Dear colleague,

The activated law $\sigma=\sigma_\infty e^{-E_b/kT}$ is only a limit, and for electron capture by O⁺ into the ground state of the oxygen donor in GaP, 300 K is far from it.

**Model.** One coordinate $q$ of frequency $\omega$ couples linearly. In units of $\hbar\omega$ the free-electron curve is $q^2/2$ and the bound curve is $(q-\sqrt{2S})^2/2-p$. Here $p=E_0/\hbar\omega$, $E_0$ is the thermal depth between the minima, and $S\hbar\omega$ is the relaxation energy. The curves cross at $q_c=(S-p)/\sqrt{2S}$, at a height above the free minimum of
$$E_b=\frac{(E_0-S\hbar\omega)^2}{4S\hbar\omega}.$$

**By hand.** Typical values are $E_0\approx0.9$ eV and $S\hbar\omega\approx0.09$ eV, and I assume $\sigma_\infty\approx10^{-15}$ cm², typical of deep levels. If the lattice must climb to the crossing, $E_b\approx0.81^2/0.36\approx1.8$ eV. With $kT\approx0.026$ eV this is $70\,kT$, $e^{-70}\approx4\times10^{-31}$, and $\sigma\approx4\times10^{-46}$ cm².

**Carefully.** The golden rule for a carrier of thermal velocity $v$ in volume $V$, with the phonon comb smoothed over its spacing, gives
$$\sigma=\frac{V}{v}\,\frac{2\pi}{\hbar}\,|M|^2\,\frac{W_p}{\hbar\omega},$$
where $W_p$ is the thermally averaged squared overlap for net emission of $p$ phonons. A coupling linear in $q$ enters exactly as $M(q_c)$: the two lattice Hamiltonians differ by a term proportional to $q-q_c$, whose matrix element vanishes between states of equal energy. With $x=\hbar\omega/2kT$, $\bar n=1/(e^{2x}-1)$ and $z=S/\sinh x$, the result of Huang and Rhys (1950) is
$$W_p=\int_0^{2\pi}\frac{d\theta}{2\pi}\,e^{S[(\bar n+1)e^{i\theta}+\bar ne^{-i\theta}-2\bar n-1]-ip\theta}=e^{px-S\coth x}I_p(z).$$
In $u=x+i\theta$ the exponent is $z\cosh u-p(u-x)-S\coth x$, with a saddle at $\sinh u_0=p/z$. Hence $W_p\approx e^{\Phi}/[2\pi(p^2+z^2)^{1/2}]^{1/2}$, with
$$\Phi=\sqrt{p^2+z^2}-p(u_0-x)-S\coth x.$$
For $r=p/S$, expansion in $x$ gives
$$\Phi=-\frac{E_b}{kT}\left[1-\frac{(r+1)^2x^2}{12}+\dots\right],$$
which requires $x\ll1$ and $rx\ll1$. There $W_p\to\sqrt{x/2\pi S}\,e^{-E_b/kT}$, which is the activated law with
$$\sigma_\infty=\frac{V}{v}\,\frac{2\pi}{\hbar}\,\frac{|M|^2}{\sqrt{4\pi S\hbar\omega\,kT}}.$$
This prefactor falls as $T^{-1}$ for a neutral centre, with roughly another $T^{-1/2}$ from Coulomb attraction to O⁺. At any temperature $\sigma=\sigma_\infty F$ with $F=\sqrt{2\pi S/x}\,W_p$. For $p\gg z^2/4$ the first term of the Bessel series gives
$$W_p\approx\frac{e^{-S}S^p}{p!}\,(\bar n+1)^p e^{-2\bar nS},$$
which is flat at the tunnelling value once $p\bar n\ll1$, for large $p$ a stricter condition than $kT\ll\hbar\omega/2$. The plateau belongs to $W_p$; $\sigma$ keeps the power laws of $1/v$ and the Coulomb factor.

I take the LO mode, compiled at 402 cm⁻¹ (Han 2011), so $\hbar\omega=49.84$ meV. Setting $p=18$ and $S=1.7$ gives $E_0=0.897$ eV and $S\hbar\omega=85$ meV, chosen to match the typical depth and relaxation. Then $E_b=39.07\,\hbar\omega=1.947$ eV. At 300 K, $x=0.9640$, $\bar n=0.1702$, $z=1.517$ and $I_{18}(z)=1.116\times10^{-18}$, so $W_{18}=3.93\times10^{-12}$ and $F=1.31\times10^{-11}$. With the same $\sigma_\infty$ at 300 K the model gives $\sigma\approx10^{-26}$ cm², a factor $3\times10^{19}$ above my estimate.

**Why they differ.** In natural logarithms of $\sigma/\sigma_\infty$:

| step | change | total |
|---|---|---|
| hand estimate | | $-70$ |
| unrounded $E_b/kT$ | $-5.3$ | $-75.3$ |
| quantum exponent $\Phi$ | $+51.4$ | $-23.9$ |
| prefactor | $-1.2$ | $-25.1$ |

Rounding costs little and works the other way. Nearly everything lies in the exponent. The activated form needs $kT\gg r\hbar\omega/2$, which for $r=10.6$ means temperatures well above $3.1\times10^3$ K, when the crystal has long melted. The condition $kT\gg\hbar\omega/2$ alone, which refers to 289 K, is not enough. At 300 K, $p/z=11.9$ and the expansion is useless, while the saddle formula still gives $\ln W_{18}=-26.26$, as does the Bessel function.

Physically, the lattice does not climb. At $T=0$ the tail of the ground state already gives $e^{-S}S^p/p!=4.01\times10^{-13}$. Heating to 300 K multiplies this by only 9.8, the product of 16.9 from stimulated emission $(\bar n+1)^p$, 0.561 from $e^{-2\bar nS}$ and 1.03 from the rest of the series. The plateau begins well below $kT=\hbar\omega/\ln p$, which is 200 K.

Your Arrhenius slope shows the same thing. $W_p$ is a Boltzmann average over initial levels $m$, so $-d\ln W_p/d(1/kT)=(\langle m\rangle_{\rm cap}-\bar n)\hbar\omega$, where $\langle m\rangle_{\rm cap}$ is the mean level from which capture occurs. The derivative is $2.43\,\hbar\omega=0.121$ eV, so capture starts on average from level 2.6, while the crossing is 39 quanta up. The $T^{-1}$ from $1/v$ and the Coulomb factor lowers the slope of $\sigma$ by a further $kT$. A slope read near room temperature is not $E_b$.

Weak relaxation causes the failure. For an illustrative level with the same $p$ and $S=9$, $E_b=0.112$ eV and $F$ exceeds $e^{-E_b/kT}$ by only 3.1.

**How far to trust $10^{-26}$.** It is the model's number, good to an order of magnitude at best. One more phonon costs $S(\bar n+1)/(p+1)=0.10$, so 50 meV in $E_0$ is a decade, and the neglected carrier kinetic energy, of order $kT$, is about half of one. Part of the real relaxation lies in softer modes. With a typical $S\approx1.1$ left in the optical mode, $S^p$ drops by $4\times10^{-4}$, which the soft modes only partly restore. The electron capture cross section typically quoted for O⁺ at room temperature is of order $10^{-18}$ cm², so the model falls short by some 8 decades. The missing channel is capture into shallow excited donor states followed by a radiative drop to the ground state, which avoids the 18-phonon step.

With best regards.